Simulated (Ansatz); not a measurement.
Y2C: pressure and energy less free atoms against volume scale

Results calculated with Ansatz 0.2.0, not measured. Periodic Kohn-Sham DFT of a crystal at fixed atoms, scaled to volume_scale times the given cell; pressure positive in compression, energy less spherical unpolarised free atoms, largest_vzz the field gradient of largest size among the nuclei.

The cell before it is scaled or strained (space group R-3m, No. 166):
```
cell vectors (Å)
   1.8124     1.0464     5.9880
  -1.8124     1.0464     5.9880
   0.0000    -2.0928     5.9880
atoms (fractions of the cell vectors)
Y   0.25793  0.25793  0.25793
Y   0.74207  0.74207  0.74207
C   0.00000  0.00000  0.00000
```

Settings of every row: method all-electron LAPW; functional PBEsol; relativity scalar; k mesh 11x11x11; filling fermi-dirac; smearing width 0.05 eV; basis error target 1 meV/atom; nucleus gaussian.

Atom start moment: 0 on all atoms.

```
row  volume scale  V (Å³/atom)  pressure (GPa)  energy less free atoms (eV/atom)
  1          0.96       21.804           0.529                           -6.8467
  2          0.99       22.485               ?                                 ?
  3             1       22.713          -2.852                           -6.8398
  4          1.02       23.167           -4.32                           -6.8296
  5          1.06       24.075          -6.871                           -6.7977
```

Question: what pressure and energy less free atoms should row 2 give?

Worked fit of pressure. Take u = (V_r/V)^(2/3) − 1 with V_r = 22.94 Å³ an atom, which is twice the finite (Eulerian) strain; such expansions in the strain, on which the Birch-Murnaghan equation of state is built, carry the rest volume and the bulk modulus. The shown rows have u = 0.03444, 0.00665, -0.00654, -0.03168. Least squares give pressure = −3.6032 + 111.217 × u + 254.55 × u² GPa; a straight line predicts inner rows, each left out in turn, worse (root mean square 0.18 against 0.0007 GPa). All shown rows lie on it to the printed digit. The pressure vanishes at u = 0.0303, or V = 21.94 Å³ an atom, and there the bulk modulus at fixed shape and fractions is B = −V dP/dV = (2/3)(1 + u) dP/du = 87 GPa. Letting shape and atoms relax would as a rule lower it, by much in layered, chain or molecular crystals. The withheld row has u = 0.01345, so the fit gives −3.6032 + 111.217 × (0.01345) + 254.55 × (0.01345)² = -2.061 GPa.

The calculation gave -2.065 GPa. The fit lies 0.004 GPa (0.054 % of the column's range) above it; its largest miss of a shown row is 0.000 GPa.

Worked fit of energy less free atoms. Take u = (V_r/V)^(2/3) − 1 with V_r = 22.94 Å³ an atom, which is twice the finite (Eulerian) strain; such expansions in the strain, on which the Birch-Murnaghan equation of state is built, carry the rest volume and the bulk modulus. The shown rows have u = 0.03444, 0.00665, -0.00654, -0.03168. Least squares give energy less free atoms = −6.83522 − 0.7765 × u + 12.867 × u² eV/atom; a straight line predicts inner rows, each left out in turn, worse (root mean square 0.0092 against 2.5e-05 eV/atom). All shown rows lie on it to the printed digit. Its lowest point lies at u = 0.0302, or V = 21.94 Å³ an atom, and the curvature there gives the bulk modulus at fixed shape and fractions, B = (4/9)(1 + u)² E″(u)/V = 88.6 GPa. Letting shape and atoms relax would as a rule lower it, by much in layered, chain or molecular crystals. The withheld row has u = 0.01345, so the fit gives −6.83522 − 0.7765 × (0.01345) + 12.867 × (0.01345)² = -6.8433 eV/atom.

The calculation gave -6.8433 eV/atom. The fit meets it to the printed digit.
